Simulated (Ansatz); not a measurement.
Ir: energy along a strain

Ir, Fm-3m, a = 3.839 Å (as given, not relaxed at this level: -2.6 GPa). Ansatz: PBEsol, PAW, 420 eV, Γ-centred 22×22×22 mesh on 1 atom, Gaussian smearing 0.15 eV; no spin polarisation. Cell vectors (Å): 0.000 1.920 1.920; 1.920 0.000 1.920; 1.920 1.920 0.000. The cell is strained by x per cent times the pattern (0 1 0 0 0 0) in the order xx yy zz yz xz xy (engineering shears), with fractional coordinates held. y is the free energy over the start, V0 = 14.149 Å³/atom.

```
x (%) y (meV/atom)
-2.00          6.92
-1.50             ?
-1.00          0.53
-0.50         -0.45
 0.00          0.00
 0.50          1.82
 1.00          4.97
 1.50          9.41
 1.75         12.09
 2.00         15.09
```

Question: Fit y = c1 x + c2 x² + c3 x³ to the other rows, get the stiffness along the pattern, and predict the missing energy.

Answer: Least squares on the rows shown. y = 2.2803 x + 2.7508 x² − 0.059641 x³. The clamped-ion stiffness p·C·p = 2 × 27.51 eV × 160.2 / 14.149 Å³ = 623 GPa, which is C22 in these axes (C11 of the cubic crystal) (second derivative at the start, which stands under stress). At x = -1.50 the fit asked for gives 2.97 meV/atom. The run gave 2.97 meV/atom, the same to the digits shown.

Spin–orbit coupling is left out, which can shift energies with elements as heavy as these.

The energy rises faster on extension than on compression, but this asymmetry comes from the starting stress and not from anharmonicity. The cell is slightly too large for this functional, so a small contraction along the axis lowers the energy. The negative cubic term works the other way: the lattice stiffens as it is compressed, as expected when short-range repulsion grows steeply with orbital overlap. At the functional's own, smaller equilibrium volume the stiffness would therefore probably be somewhat higher.

A value of 623 GPa is very large for a metal and fits iridium's known stiffness. It reflects strong bonding through extended 5d orbitals, in a band where the occupied bonding states outweigh the antibonding ones. Holding the fractional coordinates costs nothing here, since with one atom per primitive cell there is no internal displacement to relax. Because the strain changes both volume and shape, this single curve cannot separate the bulk modulus from the resistance to tetragonal shear.
